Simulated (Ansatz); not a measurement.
## From three elastic constants to directional properties of InSb

All numbers below come from DFT PBEsol, scalar-relativistic, plane waves, PAW in Ansatz 0.2.0. Cutoff 420 eV, 8×8×8 k-points (Γ-centred), Fermi-Dirac smearing of 0.15 eV. No spin polarisation.

The cell is fixed (symmetry leaves no force on the atoms) and stands under 0.0 GPa:
Space group F-43m (No. 216). a = 6.522 Å, b = 6.522 Å, c = 6.522 Å, α = 90.00°, β = 90.00°, γ = 90.00°
| atom | site | symmetry | x | y | z |
| --- | --- | --- | --- | --- | --- |
| In | 4a | -43m | 0.0000 | 0.0000 | 0.0000 |
| Sb | 4d | -43m | 0.2500 | 0.2500 | 0.7500 |

The cell is the ideal cubic zincblende prototype. Without a gap, frequencies and elastic constants depend on the k mesh and the smearing, soft modes and shear constants most.

With ions relaxed, on the cubic axes: C11 = 60.3, C12 = 33.4, C44 = 25.5 GPa. The density is 5.664 g/cm³.

Question: Is the crystal stable against strain, and how anisotropic is it?

Answer: Born's conditions hold: C11 + 2C12 = 127.0, C11 − C12 = 26.9 and C44 = 25.5 GPa are all positive. B = (C11 + 2C12)/3 = 42.3 GPa. The two shear moduli are C44 and C′ = (C11 − C12)/2 = 13.5 GPa, so Zener's ratio is A = C44/C′ = 1.89: the tetragonal shear C′ is the soft one, as in many fcc and bcc metals and zincblende crystals. The Cauchy pressure C12 − C44 is 7.9 GPa; it would vanish for pair forces between atoms on inversion centres at zero pressure, and a positive value is usual with metallic or many-body binding, and where atoms off inversion centres relax under shear, which lowers C44.

Question: Give the sound speeds along the three symmetry directions.

Answer: The Christoffel equation gives ρv² for each branch:
```csv
direction,branch,ρv²,GPa,v (m/s)
[100],L,C11,60.3,3263
[100],T (×2),C44,25.5,2121
[110],L,(C11 + C12 + 2C44)/2,72.3,3573
[110],"T, u ∥ [001]",C44,25.5,2121
[110],"T, u ∥ [1-10]",(C11 − C12)/2,13.5,1542
[111],L,(C11 + 2C12 + 4C44)/3,76.3,3671
[111],T (×2),(C11 − C12 + C44)/3,17.5,1756
```

Question: How does Young's modulus depend on direction?

Answer: Inverting gives S11 = 27.379, S12 = -9.754, S44 = 39.246 TPa⁻¹. Along a unit vector (l, m, n), 1/E = S11 − 2(S11 − S12 − S44/2)(l²m² + m²n² + n²l²), where the last bracket is 0, 1/4 and 1/3 for [100], [110] and [111]: E = 37, 54 and 64 GPa. With A > 1 the body diagonal is stiffest. For a film on (001), the biaxial modulus is C11 + C12 − 2C12²/C11 = 57 GPa and the normal strain is −2C12/C11 = -1.11 times the in-plane one.

The bands only touch here, so at this level the crystal is a zero-gap semiconductor or semimetal, not an ordinary metal; spin–orbit coupling, left out, can open or move such a gap.

Cost: 2 runs of about 1.7 core-minutes in all, on Intel Xeon 6975P-C (Granite Rapids) (shared hosts).

InSb resists compression far better than tetragonal shear, with B at 42.3 GPa against 13.5 GPa for C′. This follows from the tetrahedral sp³ network: tetragonal shear leaves the bond lengths unchanged to first order and is opposed mainly by weak bond-bending forces, whereas C44 also involves bond stretching, only partly relieved by the shift between the sublattices. Since the bonds lie along the body diagonals, Young's modulus rises from 37 GPa along [100] to 64 GPa along [111].

The missing gap disagrees with experiment, where InSb is a narrow direct-gap semiconductor. The semilocal functional probably places the s-like conduction state too low relative to the Sb p-like valence top. Spin–orbit coupling alone should not repair this, because it raises the upper p-derived states, and cubic symmetry keeps their fourfold degeneracy at the zone centre. The positive Cauchy pressure is therefore no evidence of metallic bonding. Stability is shown only against homogeneous strain, not against phonons of finite wavevector.
